# Bond energy against coordination: Abell's analysis, applied to germanium

An atom with more neighbours has more bonds, but each bond is weaker, because the same valence electrons are shared among them. Whether the atom gains or loses overall is settled by two numbers: how fast a bond weakens with coordination, and how much steeper the repulsion is than the attraction. G. C. Abell gave this argument in 1985, and Tersoff's bond-order potentials for covalent solids were built on it. This guide derives it in full. At each **Predict** mark, stop and write down your answer before reading on.

## 1. Premises and conventions

Energies are in eV and lengths in Å. The zero of energy is the free atom. The lattice is static, so zero-point and thermal energies are left out.

- **P1.** All atoms are equivalent. Each has $Z$ nearest neighbours at one common distance $r$, and only these interact.
- **P2.** The repulsion is a pair term $A e^{-\theta r}$ per bond, the same in every structure.
- **P3.** The attraction per bond is $b\,B e^{-\lambda r}$. The bond order $b$ depends on the structure but not on $r$.
- **P4.** The bond order is a power of the coordination, $b=Z^{-\delta}$, with $0\le\delta<1$.
- **P5.** $A,B,\theta,\lambda>0$, and the ratio $S=\theta/\lambda$ exceeds 1.

The energy per bond is then

$$V(r;Z)=A e^{-\theta r}-Z^{-\delta}B e^{-\lambda r}. \tag{1}$$

Each bond is shared by two atoms, so the energy per atom is

$$E(r;Z)=\tfrac12 Z\,V(r;Z). \tag{2}$$

At the equilibrium distance $r_e(Z)$ we define two positive quantities, the bond energy $D(Z)=-V(r_e;Z)$ and the cohesive energy $E_{\rm coh}(Z)=\tfrac12 Z D(Z)$. The structure with the largest $E_{\rm coh}$ is the stable one at zero pressure.

## 2. Where the exponent $\delta=1/2$ comes from

Take one orbital $|i\rangle$ per atom, orthonormal, with on-site energy zero and a hopping integral $-t(r)$ between neighbours, $t(r)=t_0e^{-\lambda r}$. Let $\epsilon_k$ and $|k\rangle$ be the eigenvalues and eigenstates of this Hamiltonian $H$. The local density of states $n(\epsilon)$ places the weight $|\langle i|k\rangle|^2$ at each energy $\epsilon_k$, and is normalised to one state per spin. Its moments follow from the completeness of the eigenstates:

$$\mu_p=\int\epsilon^p n(\epsilon)\,d\epsilon=\sum_k|\langle i|k\rangle|^2\epsilon_k^p=\langle i|H^p|i\rangle .$$

**Predict.** Insert $\sum_j|j\rangle\langle j|$ between the two factors of $H^2$. How does the width of the band depend on $Z$?

The first moment is $H_{ii}=0$. The second is a sum over hops out to a neighbour and back:

$$\mu_2=\sum_j|H_{ij}|^2=Z\,t^2. \tag{3}$$

The root-mean-square width is $\sqrt Z\,t$. It grows as the square root of $Z$, not as $Z$.

Now add an assumption: the *shape* of the band and its filling are the same in all structures, so that $n(\epsilon)=\mu_2^{-1/2}f(\epsilon/\sqrt{\mu_2})$ with one function $f$ and one reduced Fermi level $u_F$. With two spins the band energy per atom is

$$E_{\rm band}=2\int^{\epsilon_F}\epsilon\,n(\epsilon)\,d\epsilon=2\sqrt{\mu_2}\int^{u_F}u f(u)\,du\equiv-c\sqrt{\mu_2}=-c\sqrt Z\,t_0e^{-\lambda r}. \tag{4}$$

Dividing by the $Z/2$ bonds per atom gives $-2c\,t_0Z^{-1/2}e^{-\lambda r}$ per bond. This is the attractive term of (1) with $\delta=1/2$ and $B=2ct_0$.

The shape factor $c$ is bounded. Let $w(\epsilon)$, between 0 and 2, be the occupation. Since $\mu_1=0$, we may write $E_{\rm band}=\int\epsilon\,n\,(w-1)\,d\epsilon$. Because $|w-1|\le1$, its magnitude is at most $\int|\epsilon|\,n\,d\epsilon$, and by the Cauchy–Schwarz inequality this is at most $\sqrt{\mu_2}$. Hence $c\le1$. Three half-filled cases show the spread.

- **Dimer.** The levels are $\pm t$, two electrons fill the lower one, the energy per atom is $-t$ and $\mu_2=t^2$. So $c=1$, the bound itself.
- **Uniform chain.** The band is $\epsilon=-2t\cos q$, filled for $|q|<\pi/2$. The energy per atom is $2\int_{-\pi/2}^{\pi/2}(-2t\cos q)\,dq/2\pi=-4t/\pi$ and $\mu_2=2t^2$. So $c=2\sqrt2/\pi=0.900$.
- **Rectangular band** of width $W$. Here $\mu_2=W^2/12$ and the energy is $-W/4$. So $c=\sqrt3/2=0.866$.

The factor $c$ is constant only to ten per cent or so. Keep this in mind for Section 8. The other simple limit is $\delta=0$, an ordinary pair potential. We keep $\delta$ general.

## 3. The equilibrium bond length

Under uniform dilation $Z$ is fixed, so $E$ is stationary where $V$ is. Setting $\partial V/\partial r=0$ in (1),

$$\theta A e^{-\theta r_e}=\lambda Z^{-\delta}B e^{-\lambda r_e}. \tag{5}$$

**Predict.** The attraction is scaled down by $Z^{-\delta}$ while the repulsion per bond is untouched. Does the bond lengthen or shorten, and which combination of $\theta$ and $\lambda$ sets the amount?

Multiply (5) by $Z^{\delta}e^{\theta r_e}/(\lambda B)$:

$$e^{(\theta-\lambda)r_e}=\frac{SA}{B}Z^{\delta},\qquad r_e(Z)=\frac{\ln(SA/B)+\delta\ln Z}{\theta-\lambda}. \tag{6}$$

The root is unique, because the left side is monotonic in $r_e$. It is physical if $SAZ^\delta/B>1$, so that $r_e>0$. Relative to any reference coordination $Z_0$,

$$r_e(Z)=r_e(Z_0)+\frac{\delta\,\ln(Z/Z_0)}{\theta-\lambda}. \tag{7}$$

The bond lengthens logarithmically. The scale is $1/(\theta-\lambda)$, because what has to be restored is the *ratio* of the two forces, and that ratio varies as $e^{-(\theta-\lambda)r}$.

## 4. The bond energy and the shape of the well

Equation (5) says that at equilibrium the attractive term is $S$ times the repulsive term. Substituting this in (1),

$$D=(S-1)\,A e^{-\theta r_e}. \tag{8}$$

The repulsive energy per bond is therefore $D/(S-1)$ and the attractive energy is $-SD/(S-1)$.

**Predict.** Which of the premises P1 to P5 did not enter (8)?

P4 did not. The bond order has dropped out. Whatever $b$ is, a plot of $\ln D$ against $r_e$ over different structures is a straight line of slope $-\theta$. Longer bonds are exponentially weaker, and the rate is that of the repulsion alone.

To see that $r_e$ is a minimum, differentiate (1) twice and use (5) to remove the attractive term:

$$V''(r_e)=\theta^2Ae^{-\theta r_e}-\lambda\,\theta Ae^{-\theta r_e}=\theta\lambda\,(S-1)Ae^{-\theta r_e}=\theta\lambda D. \tag{9}$$

For $S>1$ both $D$ and $V''$ are positive. For $S<1$ both are negative and the stationary point is a barrier, which is why P5 is needed. One more derivative gives, in the same way,

$$V'''(r_e)=-\theta Ae^{-\theta r_e}(\theta^2-\lambda^2)=-\theta\lambda(\theta+\lambda)D. \tag{10}$$

With $x=r-r_e$, the two terms of (1) are their equilibrium values times $e^{-\theta x}$ and $e^{-\lambda x}$, so

$$\frac{V}{D}=\frac{e^{-\theta x}-S e^{-\lambda x}}{S-1}. \tag{11}$$

No $Z$ appears. All structures share one binding curve, shifted by $r_e(Z)$ and scaled by $D(Z)$. For $S=2$, (11) is the Morse curve $e^{-2\lambda x}-2e^{-\lambda x}$.

## 5. The cohesive energy

Raise the first form of (6) to the power $-\theta/(\theta-\lambda)=-S/(S-1)$ to obtain $e^{-\theta r_e}$, and insert it in (8):

$$D(Z)=(S-1)A\left(\frac{B}{SA}\right)^{S/(S-1)}Z^{-\delta S/(S-1)}. \tag{12}$$

**Predict.** At fixed $r$ the attraction fell as $Z^{-\delta}$. Equation (12) falls faster. Where does the extra factor come from?

Write $\delta S/(S-1)=\delta+\delta/(S-1)$. By (8), $D$ is the fixed fraction $(S-1)/S$ of the attraction at equilibrium. The first part of the exponent is the bond order. The second is the factor $e^{-\lambda r_e}\propto Z^{-\delta/(S-1)}$, the decay of the attraction over the extra length (7). The softer the repulsion ($S$ near 1), the further the bond is pushed out and the larger the loss. For a hard wall ($S\to\infty$) the length is fixed and only $Z^{-\delta}$ remains.

Multiplying by $Z/2$,

$$E_{\rm coh}(Z)=\frac{S-1}{2}\,A\left(\frac{B}{SA}\right)^{S/(S-1)}Z^{\,\eta},\qquad \eta=1-\frac{\delta S}{S-1}. \tag{13}$$

The prefactor is positive and independent of $Z$, so the sign of $\eta$ decides. Since $S-1>0$, $\eta>0$ is equivalent to $S(1-\delta)>1$. The threshold is

$$S_c=\frac{1}{1-\delta}. \tag{14}$$

For a pair potential $\eta=1$ and $S_c=1$: close packing always wins. For the second-moment value,

$$\delta=\tfrac12:\qquad \eta=\frac{S-2}{2(S-1)},\qquad S_c=2. \tag{15}$$

For $1<S<2$, $E_{\rm coh}$ falls with $Z$ and the lowest coordination, the dimer, is favoured. For $S>2$ it rises with $Z$ and close packing is favoured. At $S=2$ all coordinations are degenerate.

**A second route to the threshold.** Compare two structures at equal repulsive energy per atom, in the spirit of Pettifor's structural energy difference theorem. Holding $Ze^{-\theta r}$ fixed requires $dr=d\ln Z/\theta$. The attraction per atom is proportional to $Z^{1-\delta}e^{-\lambda r}$, so its logarithm changes by $(1-\delta-1/S)\,d\ln Z$. This distance is not the new equilibrium, but it differs from it at first order in $d\ln Z$, and since $E$ is stationary in $r$ the energy differs only at second order. The attraction is $S/(S-1)$ times $E_{\rm coh}$ in magnitude, so

$$\frac{d\ln E_{\rm coh}}{d\ln Z}=\frac{S}{S-1}\left(1-\delta-\frac1S\right)=1-\frac{\delta S}{S-1},$$

which is $\eta$ again. The threshold is a race between the gain $Z^{1-\delta}$ from more bonds and the loss $Z^{-1/S}$ from making room for them.

**The degeneracy at $S=2$ is wider than P1.** Let all neighbours $j$ contribute. The repulsion and the second moment are both sums over them, so

$$E=\tfrac12A\sum_je^{-\theta r_j}-\tfrac12B\Big(\sum_je^{-2\lambda r_j}\Big)^{1/2}, \tag{16}$$

which reduces to (2) with $\delta=1/2$ for one shell.

**Predict.** Set $\theta=2\lambda$. What is the minimum of (16) under uniform dilation?

Both sums become one quantity $X$, and $E=\tfrac12(AX-B\sqrt X)$. Dilation changes $X$ continuously and monotonically, and the minimum lies at $\sqrt X=B/2A$, where $E=-B^2/8A$. Any structure of equivalent atoms that can reach this $X$ has this energy. Equation (13) gives the same value at $S=2$, $\delta=1/2$. The cause of the degeneracy is that the repulsion then scales as the square of the hopping integral, exactly as $\mu_2$ does.

## 6. A general bond order, and intermediate coordination

**Predict.** Germanium at ambient pressure is fourfold coordinated. For which $S$ and $\delta$ does (13) have its maximum at $Z=4$?

For none. A power of $Z$ is monotonic, so (13) selects an end of the range or nothing. An interior maximum needs P4 to be given up. Steps (5) to (13) used only that $b$ is independent of $r$, so replace $Z^{-\delta}$ by $b(Z)$ throughout:

$$r_e=\frac{\ln(SA/B)-\ln b}{\theta-\lambda},\qquad E_{\rm coh}\propto Z\,b^{\,S/(S-1)}. \tag{17}$$

Define the local exponent $\delta_{\rm eff}(Z)=-d\ln b/d\ln Z$. Then $d\ln E_{\rm coh}/d\ln Z=1-\delta_{\rm eff}S/(S-1)$. This vanishes where

$$\delta_{\rm eff}=1-\frac1S, \tag{18}$$

and the point is a maximum if $\delta_{\rm eff}$ rises through that value. The first few bonds must weaken each other little, and the later ones much. For two definite structures with $Z_1<Z_2$ the same test holds with the mean exponent $\bar\delta=\ln(b_1/b_2)/\ln(Z_2/Z_1)$: by (17), $Z_2$ wins if $\bar\delta<1-1/S$.

The dimer and the chain of Section 2 are an exact example. Their band energies per bond are $-2t$ and $-4t/\pi$, so $b_1/b_2=\pi/2$ and $\bar\delta=\ln(\pi/2)/\ln2=0.651$. The chain wins only for $S>1/(1-\bar\delta)=2.87$. The change of band shape has moved the threshold far from 2.

A simple saturating form, of the same algebraic type as the bond order in Tersoff's potentials but without their angular term, is

$$b=(1+y)^{-1/2n},\qquad y=(Z/Z_s)^n,\qquad \delta_{\rm eff}=\frac12\,\frac{y}{1+y}, \tag{19}$$

with constants $n,Z_s>0$. The exponent climbs from 0 (pair-like) to $1/2$ (second-moment). Condition (18) gives

$$y^*=\frac{2(S-1)}{2-S}, \tag{20}$$

which is positive only for $1<S<2$. With this form, an intermediate optimum requires $S$ on the low-coordination side of the threshold, and the saturation then removes the advantage of the dimer.

## 7. Connection with the equation of state

For a crystal the atomic volume is $v=g\,r^3$, with $g=8/(3\sqrt3)$ for diamond, 1 for simple cubic, $4/(3\sqrt3)$ for bcc and $1/\sqrt2$ for fcc. The pressure is $P=-E_v$ and the bulk modulus is $K=vE_{vv}$, with subscripts for derivatives. Let $\mathcal D=r\,d/dr$, so that $v\,d/dv=\mathcal D/3$. At equilibrium $\mathcal DE=0$, $\mathcal D^2E=r^2E''$ and $\mathcal D^3E=r^3E'''+3r^2E''$. Then

$$v^2E_{vv}=\tfrac{\mathcal D}{3}\left(\tfrac{\mathcal D}{3}-1\right)E=\tfrac19r^2E'',$$

$$v^3E_{vvv}=\tfrac{\mathcal D}{3}\left(\tfrac{\mathcal D}{3}-1\right)\left(\tfrac{\mathcal D}{3}-2\right)E=\tfrac1{27}r^3E'''-\tfrac29r^2E''.$$

Since $dK/dP=-(v/K)\,dK/dv=-(1+vE_{vvv}/E_{vv})$, equations (9) and (10) give

$$K_0=\frac{\theta\lambda\,r_e^2E_{\rm coh}}{9v},\qquad K_0'=1+\frac{(\theta+\lambda)\,r_e}{3}. \tag{21}$$

**Predict.** Lattice constant, cohesive energy and bulk modulus of one structure are given. Which combination of $\theta$ and $\lambda$ do they fix? Is it the one that decides the structure?

They fix the product $\kappa^2=\theta\lambda$. The ratio $S$ stays free: $\theta=\kappa\sqrt S$, $\lambda=\kappa/\sqrt S$. It enters first through the anharmonicity, where $\theta+\lambda=\kappa(S^{1/2}+S^{-1/2})$. This function is stationary at $S=1$ and rises slowly, so $K_0'$ is a poor probe of $S$.

## 8. Range of validity

The numbers quoted here use the germanium parameters of Section 9.

**Band shape.** By (17), with $b\propto c/\sqrt Z$, the cohesive energy goes as $c^{S/(S-1)}$, which is $c^2$ at $S=2$. Going from the chain value of $c$ to the rectangular-band value multiplies $E_{\rm coh}$ by $(3/4)/(8/\pi^2)=0.925$, a change of 0.29 eV on a scale of 3.85 eV. The power law itself separates $Z=12$ from $Z=4$ by only $-0.23$ eV at $S=1.9$ and $+0.20$ eV at $S=2.1$. Within such a window around 2 the sign of $S-2$ predicts nothing, and the higher moments decide. They do differ. The fourth moment counts closed paths of four hops: $Z(2Z-1)$ that retrace their steps, plus those around square rings. Diamond has no such rings, so $\mu_4/\mu_2^2=28/16=1.75$. Simple cubic has $66+24$ paths, and $90/36=2.5$. Lattices with triangles, such as fcc, have $\mu_3\ne0$ and an asymmetric band, so the dependence on filling differs as well.

**Several orbitals.** Germanium bonds with one s and three p orbitals. Averaged over the four, the hopping part of $\mu_2$ is $\tfrac14Z\,(V_{ss\sigma}^2+2V_{sp\sigma}^2+V_{pp\sigma}^2+2V_{pp\pi}^2)$. The sum of squares of the two-centre block does not depend on the bond direction, so this part is still linear in $Z$ and blind to bond angles. There is also an on-site part $3\Delta^2/16$, the variance of one level at $\epsilon_s$ and three at $\epsilon_p=\epsilon_s+\Delta$, which depends on neither $Z$ nor $r$. Take as approximate inputs $\Delta\approx8$ eV and Harrison's coefficients $-1.40$, $1.84$, $3.24$, $-0.81$ in units of $\hbar^2/m_er^2=1.27$ eV at $r=2.450$ Å. The on-site part is 12 eV$^2$ and the hopping part is 33 eV$^2$ at $Z=4$. The term left out is about a third of the term kept, so neither $\delta=1/2$ nor the $r$-independence of $b$ (P3) is exact for an sp band.

**Further neighbours.** P1 cuts the exponentials off after one shell. Let a second shell have $Z_2$ atoms at an extra distance $\Delta r$, and define $x_\theta=(Z_2/Z)e^{-\theta\Delta r}$ and $x_{2\lambda}=(Z_2/Z)e^{-2\lambda\Delta r}$. Expanding (16) to first order at fixed $A$, $B$ and $r_e$,

$$\Delta E\approx\frac{E_{\rm coh}}{S-1}\left(x_\theta-\tfrac12S\,x_{2\lambda}\right). \tag{22}$$

This vanishes at $S=2$, as Section 5 requires. At $S=1.5$, diamond (12 atoms at $\sqrt{8/3}\,r$) has $x_\theta=0.063$, $x_{2\lambda}=0.017$ and $\Delta E\approx+0.39$ eV. For bcc (6 atoms at $2r/\sqrt3$) the values are 0.25, 0.17 and $+0.65$ eV. The gaps in the table below are 0.71 eV from diamond to simple cubic and 0.42 eV from simple cubic to bcc. The cut-off is thus a defining part of the model and not a small correction, and $Z=8$ for bcc is a poorly defined count.

**Angles and stacking.** Structures with the same $Z$ have the same $r_e$ and $E_{\rm coh}$. The model cannot rank them.

**Extrapolation.** Single exponentials fitted near one distance are used at others. Equation (7) is trustworthy only while the shift $\delta\ln(Z/Z_0)/(\theta-\lambda)$ stays within the range over which P2 and P3 hold, and the shift diverges as $S\to1$. Multiple bonds, spin states of small molecules, charge transfer and inequivalent atoms lie outside the premises.

What survives best is what does not use P4: the length–energy relation (8), the common curve (11) and the criterion (18).

## 9. Numerical illustration: germanium polytypes

In the strict sense the polytypes of germanium are stackings of the tetrahedral network: cubic diamond (3C), hexagonal diamond (2H) and longer periods such as 4H. In work on empirical potentials the word is also used loosely for the set of high-symmetry trial structures of different coordination. We treat both.

**Inputs**, typical approximate values for diamond-structure germanium: lattice constant $a=5.658$ Å, $E_{\rm coh}=3.85$ eV per atom, $K_0=75$ GPa. The model is fitted to them, so the $Z=4$ entries below are not predictions. Intermediate values carry a guard digit; the results deserve about two decimals at best.

From these, $r_e(4)=\sqrt3a/4=2.450$ Å, $v=a^3/8=22.64$ Å$^3$, $D(4)=1.925$ eV and $K_0=0.4681$ eV Å$^{-3}$. For diamond $9v/r_e^2=6a$, so (21) gives

$$\theta\lambda=\frac{6aK_0}{E_{\rm coh}}=4.128\ \text{Å}^{-2},\qquad\kappa=2.032\ \text{Å}^{-1}.$$

The ratio $S$ is not fixed, so take three trial values with $\delta=1/2$.

| $S$ | $\theta$ (Å$^{-1}$) | $\lambda$ (Å$^{-1}$) | $\theta-\lambda$ (Å$^{-1}$) | $\eta$ | $K_0'$ |
|---|---|---|---|---|---|
| 1.5 | 2.488 | 1.659 | 0.829 | $-1/2$ | 4.39 |
| 2.0 | 2.873 | 1.437 | 1.437 | 0 | 4.52 |
| 2.5 | 3.212 | 1.285 | 1.927 | $+1/6$ | 4.67 |

The lower limit of $K_0'$, at $S\to1$, is 4.32. The whole low-coordination regime $1<S<2$ is squeezed into an interval of 0.20 in $K_0'$, while raising the input $K_0$ by 5 % moves the threshold value 4.52 by 0.09. The equation of state of one structure hardly constrains $S$; energies and bond lengths of other coordinations are needed, through (8). The prefactors follow from Section 4. For $S=1.5$, $A=De^{\theta r_e}/(S-1)=1.71\times10^3$ eV and $B=\sqrt Z\,SDe^{\lambda r_e}/(S-1)=6.72\times10^2$ eV, evaluated at $Z=4$.

**Predict.** The three strict polytypes 3C, 2H and 4H: what does the model give for their energy differences?

Zero. All have $Z=4$, so all have $r_e=2.45$ Å and $E_{\rm coh}=3.85$ eV. With ideal tetrahedra they also share the second shell of 12 atoms. They differ first at third neighbours, where 2H has one atom at $5r/3$ across a boat-shaped ring that the all-chair 3C network lacks. Distorted fourfold forms such as ST12 and BC8 are likewise assigned the diamond energy if their bonds are counted as equal.

**Predict.** For fcc, $Z/4=3$. Use (7) and (13) to find $r_e$ and $E_{\rm coh}$ at $S=1.5$ before reading the table.

The shift is $\tfrac12\ln3/0.829=0.66$ Å and the energy is $3.85/\sqrt3=2.22$ eV. The full set, from $r_e=r_e(4)+\tfrac12\ln(Z/4)/(\theta-\lambda)$ and $E_{\rm coh}=3.85\,(Z/4)^\eta$ eV, is as follows. At $S=2$ every energy is 3.85 eV.

| structure | $Z$ | $r_e$, $S=1.5$ | $r_e$, $S=2$ | $r_e$, $S=2.5$ | $E_{\rm coh}$, $S=1.5$ | $E_{\rm coh}$, $S=2.5$ | $E_{\rm coh}$, $S=1.5$, saturating $b$ |
|---|---|---|---|---|---|---|---|
| dimer | 1 | 1.61 | 1.97 | 2.09 | 7.70 | 3.06 | 1.45 |
| planar honeycomb | 3 | 2.28 | 2.35 | 2.38 | 4.45 | 3.67 | 3.63 |
| diamond (input) | 4 | 2.45 | 2.45 | 2.45 | 3.85 | 3.85 | 3.85 |
| simple cubic | 6 | 2.69 | 2.59 | 2.56 | 3.14 | 4.12 | 3.53 |
| bcc | 8 | 2.87 | 2.69 | 2.63 | 2.72 | 4.32 | 3.13 |
| fcc | 12 | 3.11 | 2.83 | 2.73 | 2.22 | 4.62 | 2.58 |

Lengths are in Å and energies in eV per atom. At $S=1.5$ the fitted crystal is unstable against breaking into dimers, and the dimer entry itself is an extrapolation by 0.84 Å. At $S=2.5$ it is unstable against fcc, by 0.77 eV. The pure power law cannot make the fitted structure the most stable one on either side of the threshold.

The last column uses (19). At $S=1.5$, (18) asks for $\delta_{\rm eff}=1/3$ and (20) gives $y^*=2$. We place the maximum at $Z=4$ by setting $y=2(Z/4)^n$, and choose $n=4$ arbitrarily. From (17), $E_{\rm coh}=3.85\,(Z/4)\,[(1+y)/3]^{-3/8}$ eV. The position of the maximum is imposed and the gaps depend on $n$, so the column is no prediction for germanium. It shows what a potential must supply: $\bar\delta$ below $1-1/S$ between $Z=3$ and 4, and above it between 4 and 6.

**Predict.** At $S=2$ the energies tie. What does a small pressure select?

To first order in $P$ the enthalpy is $-E_{\rm coh}+Pv$, so the smallest volume wins. With $v=gr_e^3$ the volumes are 22.6 (diamond), 17.4 (simple cubic), 15.0 (bcc) and 16.1 Å$^3$ (fcc). The bonds lengthen only logarithmically while $g$ drops by a large factor, so every higher coordination is denser than diamond. This is the direction in which germanium transforms under static pressure, to the β-tin structure with four near and two slightly more distant neighbours. The order of bcc and fcc is not meaningful. The second shell of bcc has the weight $x_\theta=0.23$ at $S=2$, an effective coordination of $8(1+x_\theta)=9.8$. Requiring the two-shell sum $X$ of (16) to equal its optimum value $4e^{-\theta r_e(4)}$ moves the bcc bond to 2.76 Å and the volume to 16.2 Å$^3$, level with fcc.